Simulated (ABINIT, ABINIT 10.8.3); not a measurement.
# Lattice constant of bcc lithium: static LDA and gradient-corrected calculations all fall short

## Background

The reference comes from "The impact of magnesium content on lithium-magnesium alloy electrode performance with argyrodite solid electrolyte" (2024, PubMed Central 11519574). X-ray diffraction on a series of cast Li-Mg alloys gave lattice parameters as a function of magnesium content, and a straight line was fitted to them. Its intercept at zero magnesium is a = 3.5095 Å, which we take as the lattice constant of pure body-centred cubic lithium. This is an extrapolated value and not a direct measurement on a single lithium sample, so it relies on the alloy series following a straight line down to the pure metal. We take it to describe the metal at room temperature, with thermal expansion and zero-point motion included.

| compared with | measured | source's wording or label | method |
| --- | --- | --- | --- |
| a (Å) | 3.5095 | a at zero Mg content, intercept of linear fit to measured alloy lattice parameters | X-ray diffraction |

## Strategy

We want the cheapest level of theory that gives the lattice constant of bcc lithium within 0.5 % of the measured value. That is a little under 0.02 Å, fine enough to separate common density functionals, whose lattice constants for a soft alkali metal can differ by a few per cent.

The model is a perfect, non-magnetic crystal with one atom in the primitive cell, relaxed within its cubic symmetry from a diffraction structure with a = 3.509 Å, practically the reference value. The calculation is static, whereas the real metal is expanded by heat and by the zero-point motion of its light atoms, together by roughly one and a half per cent. We judge the static value directly against the measurement and return to this difference at the end.

We begin with the local density approximation (LDA), settle its numerical settings, and move to gradient-corrected functionals if the remaining error calls for them.

System: Li (lithium), body-centred cubic; Im-3m (No. 229), 1 atom in the primitive cell; the database structure is a diffraction structure: a = 3.509 Å.

## 1. LDA and the plane-wave cutoff

LDA is the simplest functional, and a one-atom cell makes it inexpensive to test properly. We relax the cell at cutoffs of 14, 20 and 26 Ha with everything else fixed, because a variable-cell relaxation in too small a basis can settle at a wrong volume. LDA usually binds too strongly, so we expect a lattice constant that is too short, probably by more than the target allows.

**Run 1.** ABINIT 10.8.3: LDA, JTH PAW datasets, cell and atoms relaxed from the database structure, cutoff 14 Ha, 10x10x10 k mesh, Gaussian smearing 0.1 eV.

Key lines of the input:
```
# potential files: JTH PAW datasets, made for LDA
ecut 14
pawecutdg 28
ecutsm 0.5
dilatmx 1.06
optcell 2
ionmov 2
ntime 50
ngkpt 10 10 10
shiftk 0.0 0.0 0.0
occopt 7
tsmear 0.1 eV
nband 6
nstep 80
tolvrs 1.0d-10
pseudos "Li.xml"
ntypat 1
znucl 3
natom 1
typat 1
# ... acell, rprim, xred
```

Command:
```
OMP_NUM_THREADS=1 mpirun -n 4 abinit run.abi > run.log
```

Selected lines of the output:
```
 At Broyd/MD step   4, gradients are converged :
            acell      5.5132998061E+00  5.5132998061E+00  5.5132998061E+00 Bohr
```

Converged; 6.3 s on 4 cores of Arm Neoverse V1, shared host.

**Run 2.** ABINIT 10.8.3: LDA, JTH PAW datasets, cell and atoms relaxed from the database structure, cutoff 20 Ha, 10x10x10 k mesh, Gaussian smearing 0.1 eV.

Key lines of the input, as changed from run 1:
```diff
- ecut 14
- pawecutdg 28
+ ecut 20
+ pawecutdg 40
```

Selected lines of the output:
```
 Unit cell volume ucvol=  1.4582369E+02 bohr^3
 At Broyd/MD step   4, gradients are converged :
-Cartesian components of stress tensor (GPa)         [Pressure= -1.4560E-02 GPa]
            acell      5.5130731421E+00  5.5130731421E+00  5.5130731421E+00 Bohr
            rprim     -5.7735026919E-01  5.7735026919E-01  5.7735026919E-01
                       5.7735026919E-01 -5.7735026919E-01  5.7735026919E-01
                       5.7735026919E-01  5.7735026919E-01 -5.7735026919E-01
```

Converged; 9.3 s, same machine.

**Run 3.** ABINIT 10.8.3: LDA, JTH PAW datasets, cell and atoms relaxed from the database structure, cutoff 26 Ha, 10x10x10 k mesh, Gaussian smearing 0.1 eV.

Key lines of the input, as changed from run 1:
```diff
- ecut 14
- pawecutdg 28
+ ecut 26
+ pawecutdg 52
```

Command:
```
OMP_NUM_THREADS=1 mpirun -n 8 abinit run.abi > run.log
```

Selected lines of the output:
```
 Unit cell volume ucvol=  1.4582369E+02 bohr^3
 At Broyd/MD step   5, gradients are converged :
-Cartesian components of stress tensor (GPa)         [Pressure= -9.4848E-04 GPa]
            acell      5.5102091391E+00  5.5102091391E+00  5.5102091391E+00 Bohr
            rprim     -5.7735026919E-01  5.7735026919E-01  5.7735026919E-01
                       5.7735026919E-01 -5.7735026919E-01  5.7735026919E-01
                       5.7735026919E-01  5.7735026919E-01 -5.7735026919E-01
```

Converged; 42 s on 8 cores of Intel Xeon at 2.50GHz (Skylake/Cascade Lake), shared host.

| quantity | run 1 | run 2 | run 3 | measured |
| --- | --- | --- | --- | --- |
| a (Å) | 3.3689 | 3.3687 | 3.3670 | 3.5095 |
| conventional cell volume (Å³) | 38.23 | 38.23 | 38.17 |  |
| final pressure (GPa) | −0.01469 | −0.01456 | −0.00095 |  |

LDA gives 3.3689, 3.3687 and 3.3670 Å at the three cutoffs, about 4 % below the measured 3.5095 Å. The whole spread is 0.0019 Å, far too small to matter here. Part of it may come from where each relaxation stopped, since the run at the highest cutoff took one more step and ended with a smaller residual pressure. A cutoff of 14 Ha would already do for LDA; we keep 20 Ha as a moderate setting for what follows.

The shortfall has the sign we expected of LDA and is eight times the target. It also exceeds our rough allowance for heat and zero-point motion.

## 2. Checking the k mesh and the potentials

Before blaming the functional we test two other possible sources of error. Lithium is a metal, and its partly filled band makes the energy and stress sensitive to the sampling of the Fermi surface, so we repeat the 20 Ha run on a 14×14×14 mesh. A second run replaces the PAW datasets with norm-conserving potentials, at the higher cutoff these need and on an 8×8×8 mesh. We expect both to shift the lattice constant by much less than the 4 % that is missing.

**Run 4.** ABINIT 10.8.3: LDA, JTH PAW datasets, cell and atoms relaxed from the database structure, cutoff 20 Ha, 14x14x14 k mesh, Gaussian smearing 0.1 eV.

Key lines of the input, as changed from run 2:
```diff
- ngkpt 10 10 10
+ ngkpt 14 14 14
```

Selected lines of the output:
```
 Unit cell volume ucvol=  1.4582369E+02 bohr^3
 At Broyd/MD step   4, gradients are converged :
-Cartesian components of stress tensor (GPa)         [Pressure= -6.3181E-03 GPa]
            acell      5.5109566768E+00  5.5109566768E+00  5.5109566768E+00 Bohr
            rprim     -5.7735026919E-01  5.7735026919E-01  5.7735026919E-01
                       5.7735026919E-01 -5.7735026919E-01  5.7735026919E-01
                       5.7735026919E-01  5.7735026919E-01 -5.7735026919E-01
```

Converged; 62 s, same machine.

**Run 5.** ABINIT 10.8.3: LDA, PseudoDojo norm-conserving potentials, cell and atoms relaxed from the database structure, cutoff 37 Ha, 8x8x8 k mesh, Gaussian smearing 0.1 eV.

Key lines of the input:
```
# potential files: PseudoDojo norm-conserving potentials, made for LDA
ecut 37
ecutsm 0.5
dilatmx 1.06
optcell 2
ionmov 2
ntime 50
ngkpt 8 8 8
shiftk 0.0 0.0 0.0
occopt 7
tsmear 0.1 eV
nband 6
nstep 80
tolvrs 1.0d-10
pseudos "Li.upf"
ntypat 1
znucl 3
natom 1
typat 1
# ... acell, rprim, xred
```

Selected lines of the output:
```
            acell      5.5113385281E+00  5.5113385281E+00  5.5113385281E+00 Bohr
```

Converged; 34 s, same machine.

| quantity | run 4 | run 5 | measured |
| --- | --- | --- | --- |
| a (Å) | 3.3674 | 3.3677 | 3.5095 |
| conventional cell volume (Å³) | 38.18 | 38.19 |  |
| final pressure (GPa) | −0.00632 | 0.00046 |  |

Neither change recovers the missing length. The denser mesh moves the LDA lattice constant from 3.3687 to 3.3674 Å, and the norm-conserving potentials give 3.3677 Å. Two kinds of potential thus agree far more closely with each other than either does with experiment. We attribute the bulk of the 4 % shortfall to LDA together with the static treatment of the lattice, and LDA misses the target.

## 3. Three gradient-corrected functionals

The next step up is a functional that also depends on the density gradient, which costs little more than LDA in a cell this small. We compare PBE, a general-purpose form, with PBEsol and Wu-Cohen, both designed with solids in mind. The 20 Ha cutoff and 10×10×10 mesh are kept, since the mesh error seen with LDA was small against the target. PBEsol and Wu-Cohen are run with datasets made for PBE, a slight inconsistency in the treatment of the core.

We expect all three to lengthen the cell. Whether any of them closes a gap of 0.14 Å is doubtful, because gradient corrections usually change lattice constants by a few per cent at most.

**Run 6.** ABINIT 10.8.3: PBE, JTH PAW datasets, cell and atoms relaxed from the database structure, cutoff 20 Ha, 10x10x10 k mesh, Gaussian smearing 0.1 eV.

Key lines of the input, as changed from run 2:
```diff
- # potential files: JTH PAW datasets, made for LDA
+ # potential files: JTH PAW datasets, made for PBE
```

Selected lines of the output:
```
 Unit cell volume ucvol=  1.4582369E+02 bohr^3
 At Broyd/MD step   4, gradients are converged :
-Cartesian components of stress tensor (GPa)         [Pressure=  1.2426E-04 GPa]
            acell      5.6264127919E+00  5.6264127919E+00  5.6264127919E+00 Bohr
            rprim     -5.7735026919E-01  5.7735026919E-01  5.7735026919E-01
                       5.7735026919E-01 -5.7735026919E-01  5.7735026919E-01
                       5.7735026919E-01  5.7735026919E-01 -5.7735026919E-01
```

Converged; 39 s, same machine.

**Run 7.** ABINIT 10.8.3: PBEsol, JTH PAW datasets, cell and atoms relaxed from the database structure, cutoff 20 Ha, 10x10x10 k mesh, Gaussian smearing 0.1 eV; PBE datasets.

Key lines of the input, as changed from run 6:
```diff
+ ixc -116133
```

Selected lines of the output:
```
            acell      5.6268666132E+00  5.6268666132E+00  5.6268666132E+00 Bohr
```

Converged; 9.3 s on 4 cores of Arm Neoverse V1, shared host.

**Run 8.** ABINIT 10.8.3: Wu-Cohen GGA, JTH PAW datasets, cell and atoms relaxed from the database structure, cutoff 20 Ha, 10x10x10 k mesh, Gaussian smearing 0.1 eV; PBE datasets.

Key lines of the input, as changed from run 6:
```diff
+ ixc 23
```

Selected lines of the output:
```
            acell      5.6540433212E+00  5.6540433212E+00  5.6540433212E+00 Bohr
```

Converged; 28 s on 8 cores of Intel Xeon at 2.50GHz (Skylake/Cascade Lake), shared host.

| quantity | run 6 | run 7 | run 8 | measured |
| --- | --- | --- | --- | --- |
| a (Å) | 3.4380 | 3.4382 | 3.4549 | 3.5095 |
| conventional cell volume (Å³) | 40.64 | 40.65 | 41.24 |  |
| final pressure (GPa) | 0.00012 | 0.00128 | −0.00962 |  |

All three functionals lengthen the cell, and all three miss the target. PBE and PBEsol, at 3.4380 and 3.4382 Å, are indistinguishable here and remain 2.0 % short, having closed about half of the LDA gap. Wu-Cohen comes closest at 3.4549 Å, still 1.6 % short and three times the permitted error. The differences between LDA and these functionals are far larger than the shifts we saw from cutoff, mesh or potentials in LDA.

## 4. BLYP, and dispersion added to PBE

Two questions remain at a similar cost. BLYP combines exchange and correlation of a different origin from the PBE family, and its correlation part is known to describe the nearly uniform electron gas of a simple metal poorly. It often gives long bonds in solids, but we have no firm expectation for lithium.

The second run adds the D3(BJ) dispersion correction to PBE. Dispersion is physics that PBE lacks, but it is attractive, so we expect it to shorten a cell that is already too short. The run will show how large that effect is and whether leaving dispersion out can account for any of the PBE error.

**Run 9.** ABINIT 10.8.3: BLYP, JTH PAW datasets, cell and atoms relaxed from the database structure, cutoff 20 Ha, 10x10x10 k mesh, Gaussian smearing 0.1 eV; PBE datasets.

Key lines of the input, as changed from run 6:
```diff
+ ixc -106131
```

Selected lines of the output:
```
            acell      5.6057098842E+00  5.6057098842E+00  5.6057098842E+00 Bohr
```

Converged; 48 s, same machine.

**Run 10.** ABINIT 10.8.3: PBE+D3(BJ), JTH PAW datasets, cell and atoms relaxed from the database structure, cutoff 20 Ha, 10x10x10 k mesh, Gaussian smearing 0.1 eV.

Key lines of the input, as changed from run 6:
```diff
+ vdw_xc 7
```

Selected lines of the output:
```
            acell      5.4434842512E+00  5.4434842512E+00  5.4434842512E+00 Bohr
```

Converged; 54 s, same machine.

| quantity | run 9 | run 10 | measured |
| --- | --- | --- | --- |
| a (Å) | 3.4253 | 3.3262 | 3.5095 |
| conventional cell volume (Å³) | 40.19 | 36.80 |  |
| final pressure (GPa) | −0.00345 | 0.00363 |  |

Neither run reaches the target. BLYP gives 3.4253 Å, 2.4 % short and slightly worse than PBE, so its tendency towards long bonds does not show in lithium.

Adding D3(BJ) shortens the PBE cell by 0.1118 Å to 3.3262 Å, which is 5.2 % below experiment and shorter even than the LDA cell. The sign is the one we expected, and it rules out missing attraction of this kind as the reason why PBE falls short. The size of the contraction is a known weakness of pairwise corrections in alkali metals. Their coefficients suit atoms or ions with localised electrons, whereas in the metal the valence electrons are delocalised and screen the interaction between the cores.

## Results at a glance

| run | settings | a (Å) | deviation | cost |
| --- | --- | --- | --- | --- |
| 1 | LDA, cutoff 14 Ha | 3.3689 | −0.1406 (−4.0 %) | under 1 core-min |
| 2 | LDA, JTH PAW datasets, cutoff 20 Ha, 10x10x10 k mesh | 3.3687 | −0.1408 (−4.0 %) | under 1 core-min |
| 3 | LDA, cutoff 26 Ha | 3.3670 | −0.1425 (−4.1 %) | 5.5 core-min |
| 4 | LDA, 14x14x14 mesh | 3.3674 | −0.1421 (−4.0 %) | 8.2 core-min |
| 5 | LDA, PseudoDojo, cutoff 37 Ha, 8x8x8 mesh | 3.3677 | −0.1418 (−4.0 %) | 4.6 core-min |
| 6 | PBE, JTH PAW datasets, cutoff 20 Ha, 10x10x10 k mesh | 3.4380 | −0.0715 (−2.0 %) | 5.2 core-min |
| 7 | PBEsol, JTH PAW datasets, cutoff 20 Ha, 10x10x10 k mesh, PBE datasets | 3.4382 | −0.0713 (−2.0 %) | under 1 core-min |
| 8 | Wu-Cohen GGA, PBE datasets | 3.4549 | −0.0546 (−1.6 %) | 3.8 core-min |
| 9 | BLYP, JTH PAW datasets, cutoff 20 Ha, 10x10x10 k mesh, PBE datasets | 3.4253 | −0.0842 (−2.4 %) | 6.4 core-min |
| 10 | PBE+D3(BJ), JTH PAW datasets, cutoff 20 Ha, 10x10x10 k mesh | 3.3262 | −0.1833 (−5.2 %) | 7.2 core-min |
|  | measured | 3.5095 |  |  |

## How well does the simulation do?

No level we tried reaches the target of 0.5 %. The closest, the Wu-Cohen functional, gives 3.4549 Å against the measured 3.5095 Å, 1.6 % too short, for about four core-minutes. PBE and PBEsol are 2.0 % short, BLYP 2.4 %, LDA about 4 % and PBE+D3(BJ) 5.2 %.

The step that mattered most was from LDA to gradient-corrected functionals: PBE and PBEsol about halved the error, and Wu-Cohen cut it somewhat further. The higher cutoffs changed nothing of consequence for LDA. BLYP brought no gain, and the dispersion correction made PBE clearly worse.

Part of the remaining error lies in comparing a static lattice with a real one. Thermal expansion and zero-point motion lengthen the real cell by roughly one and a half per cent, which has the right sign and could explain nearly all of the Wu-Cohen shortfall and most of that of PBE, but well under half of that of LDA. The size of this expansion was not examined here, so it does not alter the verdict. It does mean that the target was a poor test of the functionals themselves: a static value within 0.5 % of the room-temperature measurement would have owed its success to cancelling errors.

For LDA, the denser mesh and the second set of potentials moved the result by less than 0.002 Å. The same sensitivities were not examined here for the gradient-corrected functionals, nor was the effect of using datasets made for PBE with PBEsol, Wu-Cohen and BLYP. The lead of Wu-Cohen over PBE and PBEsol is therefore provisional.

The reference is an extrapolation from alloys, but the diffraction structure we started from has practically the same lattice constant, so we see no reason to suspect it. A firmer judgement of these functionals would need the vibrational expansion to be calculated, or at least a low-temperature measurement, which would remove the thermal part but not the zero-point part. Such a measurement is complicated by lithium's transformation from bcc to close-packed structures on cooling.

[Logs are printed without paths, hosts, clocks, repeated set-up lines and the standing remarks that a program may print on its own settings, such as how far it seeks lower states.]

[The runs shown are a pick from a larger set of finished runs; failed, doubtful and other runs were left out of it ahead of writing. So were measured values far from every level or from commonly accepted values, and agreement can look better than it is. Lines of input and output are excerpts and may be shortened.]
